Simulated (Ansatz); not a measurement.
# TaCuN₂: the change of pressure with volume per atom

Periodic Kohn-Sham DFT of a crystal at fixed atoms; pressure and stress are positive in compression; the energy is the free energy less that of spherical unpolarised free atoms; site moments are those in the method's own spheres, positive along +z. The results are calculated, by Ansatz 0.2.0.

Cell of the first row (space group R-3m, No. 166):
```
CELL_PARAMETERS angstrom
1.53600 0.88680 5.69400
-1.53600 0.88680 5.69400
0.00000 -1.77360 5.69400
ATOMIC_POSITIONS crystal
Ta 0.50000 0.50000 0.50000
Cu 0.00000 0.00000 0.00000
N 0.11900 0.11900 0.11900
N 0.88100 0.88100 0.88100
```

Settings of every row: method all-electron PAW; functional PBEsol; relativity scalar; k mesh 12x12x12; filling fermi-dirac; smearing width 0.05 eV; nucleus gaussian.

Atom start moment: 0 on all atoms.

Limits: no spin-orbit coupling on heavy atoms.

| row | volume per atom (Å³) | pressure (GPa) |
| --- | --- | --- |
| 1 | 11.634 | 36.12 |
| 2 | 12.129 | ? |
| 3 | 12.377 | 17.299 |
| 4 | 12.5 | 14.661 |
| 5 | 12.872 | 7.471 |

Question: what pressure should row 2 give?

Worked fit of pressure. Take u = (V_r/V)^(2/3) − 1 with V_r = 12.439 Å³ an atom, which is twice the finite (Eulerian) strain; such expansions in the strain, on which the Birch-Murnaghan equation of state is built, carry the rest volume and the bulk modulus. The shown rows have u = 0.04561, 0.00334, -0.00326, -0.02255. Least squares give pressure = 15.9539 + 398.037 × u + 967.11 × u² GPa; a straight line predicts inner rows, each left out in turn, worse (root mean square 0.64 against 0.011 GPa). The rows lie off it by 0.000, 0.005, -0.006, 0.001 (root mean square 0.0039 GPa). The withheld row has u = 0.01697, so the fit gives 15.9539 + 398.037 × (0.01697) + 967.11 × (0.01697)² = 22.987 GPa.

The calculation gave 22.972 GPa. The fit lies 0.015 GPa (0.052 % of the column's range) above it; its largest miss of a shown row is 0.006 GPa.
